**RbAl across six methods: well depth, stiffness and the spin-orbit shift**

The table holds r_e, ω_e and D_e of the ³Π (σ¹π¹) determinant of RbAl from spin-free X2C with Dyall triple-zeta sets at the BP86, PBE0, HF, MP2, CCSD and CCSD(T) levels, and the change of D_e on adding spin-orbit coupling and the Gaunt term. The program tests a Morse curve with a common range, a power law of ω_e in r_e, a Born-Mayer point-ion model, the split of MP2 less HF into an offset and a slope, and a first-order shift A/2 of the π electron. The Morse scaling gives 64 instead of 117 1/cm for HF, point ions are unbound by 0.4 to 0.5 eV against a rough recalled IP − EA, and BP86 lies 5 1/cm below the power law. The shift A/2, read from orbital energies, gives −0.0056 eV against −0.0060 eV for BP86 and a lengthening of 0.0019 Å against 0.002 Å. This holds for the Ω = 2 component and leaves almost no spin-orbit lowering for the atoms.

RbAl, computed with an in-house axial X2C program (version 1), Gaussian nuclei and the basis sets dyall-cv3z (Rb) and dyall-v3z (Al); inner shells are frozen in MP2 and coupled cluster. Changes are two-component values, with atomic mean-field spin-orbit coupling including the Gaunt term, less spin-free ones. Every row has 2Σ = 2 and Λ = 1 spin-free, 2Ω = 4 two-component.

## Numerical check

```python
# Table: RbAl r_e, omega_e, D_e (spin-free X2C) and spin-orbit change of D_e; in-house axial X2C, Dyall TZ,
# BP86/PBE0/HF/MP2/CCSD/CCSD(T). Tested: Morse with common range, omega-r power law, point ions,
# correlation as offset plus slope, first-order spin-orbit shift A/2 of the pi electron.
T = {
    'method': ['BP86', 'PBE0', 'HF', 'CCSD', 'CCSD(T)', 'MP2'],
    'exx': [0, 25, 100, None, None, None],  # %
    're': [3.518, 3.492, 3.65, 3.525, 3.51, 3.5],  # Å
    'we': [120, 128, 117, 126, 127, 126],  # 1/cm
    'de': [0.59, 0.62, 0.13, 0.47, 0.51, 0.45],  # eV
    'dde': [-0.01, -0.01, 0.0, -0.01, -0.01, -0.01],  # eV
}
import numpy as np
from scipy import constants as C
from scipy.interpolate import CubicSpline as CS
m = T['method']; re, we, de, dde = (np.array(T[x], float) for x in ('re', 'we', 'de', 'dde'))
I = {a: i for i, a in enumerate(m)}; c = I['CCSD(T)']; h = I['HF']
Eh = C.physical_constants['Hartree energy in eV'][0]; e2 = C.e/(4*np.pi*C.epsilon_0)*1e10
# typed from further outputs of the same runs (masses, curves less a constant, orbital energies, dipoles, D_e)
mu = 84.91179*26.98154/(84.91179+26.98154)*C.atomic_mass
R = np.array([3.0433,3.1832,3.2881,3.3931,3.498,3.6204,3.7429,3.9003,4.0927,4.3725])
E = {'BP86': [.24786,.25178,.2535,.25445,.25478,.2546,.25397,.25274,.25084,.24784],
     'PBE0': [.43683,.44086,.44259,.44348,.44372,.44339,.44258,.44109,.43888,.43544],
     'HF': [.46177,.46784,.47082,.47274,.47384,.47433,.4742,.47346,.47214,.47035],
     'MP2': [.71111,.71531,.71712,.71806,.71835,.71807,.71734,.71603,.71415,.71118]}
E = {a: -np.array(v)*Eh for a, v in E.items()}
ho = -np.array([.096883,.094032,.092276,.090796,.08956,.088389,.087474,.086626,.086025])  # BP86 2c, pi 3/2
lu = -np.array([.097399,.094508,.092726,.091226,.089973,.088786,.087858,.086998,.086416])  # BP86 2c, pi -1/2
A_pbe0 = ((-.10929+.10946)-(-.056822+.056594))*Eh
dD = {'BP86': .5797-.58571, 'PBE0': .61032-.61607, 'CCSD': .46525-.47037, 'CCSD(T)': .50001-.50517, 'MP2': .4487-.45381}
dip = {'BP86': (6.310, 6.615), 'PBE0': (7.521, 7.605), 'HF': (9.642, 6.316)}  # D at 3.498, 4.3725 A
k = mu*(2*np.pi*C.c*100*we)**2/C.e*1e-20
print('rounding floor: r 0.0005 A, w 0.5 /cm, D 0.005 eV (%.0f%% of HF D_e)' % (0.5/de[h]))
print('max/min: r %.3f, w %.3f, k %.2f, D %.1f' % tuple(x.max()/x.min() for x in (re, we, k, de)))
print('vs CCSD(T): dr A (%), dw /cm (%), dD eV (%)')
for i, a in enumerate(m):
    print(' %-8s %+.3f (%+.1f) %+.0f (%+.1f) %+.2f (%+.0f)' % (a, re[i]-re[c], 100*(re[i]/re[c]-1),
          we[i]-we[c], 100*(we[i]/we[c]-1), de[i]-de[c], 100*(de[i]/de[c]-1)))
wM = we[c]*np.sqrt(de/de[c]); p = np.polyfit(np.log(re), np.log(we), 1); wB = np.exp(np.polyval(p, np.log(re)))
print('power law w ~ r^n, all rows: n = %.2f' % p[0])
rho = re/(k*re**3/e2+2); Dion = e2/re*(1-rho/re); gap = 4.2-0.43  # rough recalled IP(Rb), EA(Al), eV
print('row: k eV/A2, Morse a 1/A, w Morse(common a), w-power law, rho A, D_ion eV, D_ion-(IP-EA) eV')
for i, a in enumerate(m):
    print(' %-8s %.2f %.2f %.0f %+.1f %.2f %.2f %+.2f' % (a, k[i], np.sqrt(k[i]/2/de[i]), wM[i], we[i]-wB[i], rho[i], Dion[i], Dion[i]-gap))
print('worst: Morse %s, power law %s; rough IP-EA %.1f eV' % (m[np.argmax(abs(wM-we))], m[np.argmax(abs(wB-we))], gap))
B = {}
for a in E:
    i = I[a]; B[a] = de[i]-(E[a]-CS(R, E[a])(re[i]))
    print('%-5s binding at 3.50, 4.37 A: %.2f %.2f eV; well climbed by 4.37 A: %.0f%%' % (a, B[a][4], B[a][-1], 100*(1-B[a][-1]/de[i])))
cb = B['MP2']-B['HF']
print('MP2-HF binding at 3.18, 3.50, 3.90, 4.37 A: %.2f %.2f %.2f %.2f eV; left at 4.37: %.0f%%' % (cb[1], cb[4], cb[7], cb[9], 100*cb[9]/cb[4]))
g = np.polyval(np.polyder(np.polyfit(R[1:8], (E['MP2']-E['HF'])[1:8], 3)), re[h])
print('slope g at HF r_e %.3f eV/A; -g/k_HF %.3f A; table MP2-HF %.3f A' % (g, -g/k[h], re[I['MP2']]-re[h]))
print('D steps: HF>MP2 %+.2f, HF>CCSD %+.2f, (T) %+.2f, MP2>CCSD %+.2f eV' % (de[I['MP2']]-de[h], de[I['CCSD']]-de[h], de[c]-de[I['CCSD']], de[I['CCSD']]-de[I['MP2']]))
D1 = C.e*1e-10/(1e-21/C.c)
for a, v in dip.items():
    print('%-5s exx %s%%: dipole/(eR) %.2f at 3.50 A, %.2f at 4.37 A' % (a, T['exx'][I[a]], v[0]/D1/R[4], v[1]/D1/R[9]))
A = (ho-lu)*Eh; q = np.polyfit(R[1:8], A[1:8], 2); b = I['BP86']; Ab = np.polyval(q, re[b])
cm = C.e/(C.h*C.c*100)
print('pi splitting A: BP86 %.4f eV (%.0f /cm), PBE0 %.4f eV (%.0f /cm)' % (Ab, Ab*cm, A_pbe0, A_pbe0*cm))
for a, x in (('BP86', Ab), ('PBE0', A_pbe0)):
    print('%s: -A/2 %.4f eV, unrounded change %.4f eV, remainder %.4f eV' % (a, -x/2, dD[a], dD[a]+x/2))
print('unrounded changes eV:', ', '.join('%s %.4f' % t for t in dD.items()))
s = np.polyval(np.polyder(q), re[b])/2; dr = -s/k[b]
print("BP86 A'/2 %.4f eV/A; predicted dr %.4f A (caption 0.002); A/2 at 3.04, 4.09 A: %.4f %.4f eV" % (s, dr, A[0]/2, A[-1]/2))
z = 110/1.5/cm  # rough recalled Al 2P splitting ~110 /cm = 3 zeta/2
print('rough zeta(Al) %.3f eV; with true 2P1/2 atom: Omega=2 %.3f, Omega=0 %.3f eV' % (z, -z-Ab/2, -z+Ab/2))
print('|BP86 change| / D spread over methods: %.1f%%' % (100*abs(dD['BP86'])/np.ptp(de)))
assert np.argmin(de) == h and np.argmax(re) == h
assert (dde <= 0).all()
assert wM[h] < 0.7*we[h]
assert 0.001 < dr < 0.003
```

It prints:

```
rounding floor: r 0.0005 A, w 0.5 /cm, D 0.005 eV (4% of HF D_e)
max/min: r 1.045, w 1.094, k 1.20, D 4.8
vs CCSD(T): dr A (%), dw /cm (%), dD eV (%)
 BP86     +0.008 (+0.2) -7 (-5.5) +0.08 (+16)
 PBE0     -0.018 (-0.5) +1 (+0.8) +0.11 (+22)
 HF       +0.140 (+4.0) -10 (-7.9) -0.38 (-75)
 CCSD     +0.015 (+0.4) -1 (-0.8) -0.04 (-8)
 CCSD(T)  +0.000 (+0.0) +0 (+0.0) +0.00 (+0)
 MP2      -0.010 (-0.3) -1 (-0.8) -0.06 (-12)
power law w ~ r^n, all rows: n = -1.83
row: k eV/A2, Morse a 1/A, w Morse(common a), w-power law, rho A, D_ion eV, D_ion-(IP-EA) eV
 BP86     1.08 0.96 137 -4.8 0.67 3.32 -0.45
 PBE0     1.23 1.00 140 +1.5 0.62 3.39 -0.38
 HF       1.03 1.99 64 +0.3 0.67 3.23 -0.54
 CCSD     1.20 1.13 122 +1.6 0.63 3.36 -0.41
 CCSD(T)  1.21 1.09 127 +1.6 0.62 3.38 -0.39
 MP2      1.20 1.15 119 -0.0 0.63 3.37 -0.40
worst: Morse HF, power law BP86; rough IP-EA 3.8 eV
BP86  binding at 3.50, 4.37 A: 0.59 0.40 eV; well climbed by 4.37 A: 32%
PBE0  binding at 3.50, 4.37 A: 0.62 0.39 eV; well climbed by 4.37 A: 36%
HF    binding at 3.50, 4.37 A: 0.12 0.02 eV; well climbed by 4.37 A: 84%
MP2   binding at 3.50, 4.37 A: 0.45 0.25 eV; well climbed by 4.37 A: 43%
MP2-HF binding at 3.18, 3.50, 3.90, 4.37 A: 0.41 0.33 0.28 0.23 eV; left at 4.37: 70%
slope g at HF r_e 0.142 eV/A; -g/k_HF -0.137 A; table MP2-HF -0.150 A
D steps: HF>MP2 +0.32, HF>CCSD +0.34, (T) +0.04, MP2>CCSD +0.02 eV
BP86  exx 0%: dipole/(eR) 0.38 at 3.50 A, 0.31 at 4.37 A
PBE0  exx 25%: dipole/(eR) 0.45 at 3.50 A, 0.36 at 4.37 A
HF    exx 100%: dipole/(eR) 0.57 at 3.50 A, 0.30 at 4.37 A
pi splitting A: BP86 0.0112 eV (90 /cm), PBE0 0.0108 eV (87 /cm)
BP86: -A/2 -0.0056 eV, unrounded change -0.0060 eV, remainder -0.0004 eV
PBE0: -A/2 -0.0054 eV, unrounded change -0.0058 eV, remainder -0.0003 eV
unrounded changes eV: BP86 -0.0060, PBE0 -0.0058, CCSD -0.0051, CCSD(T) -0.0052, MP2 -0.0051
BP86 A'/2 -0.0020 eV/A; predicted dr 0.0019 A (caption 0.002); A/2 at 3.04, 4.09 A: 0.0070 0.0053 eV
rough zeta(Al) 0.009 eV; with true 2P1/2 atom: Omega=2 -0.015, Omega=0 -0.004 eV
|BP86 change| / D spread over methods: 1.2%
```
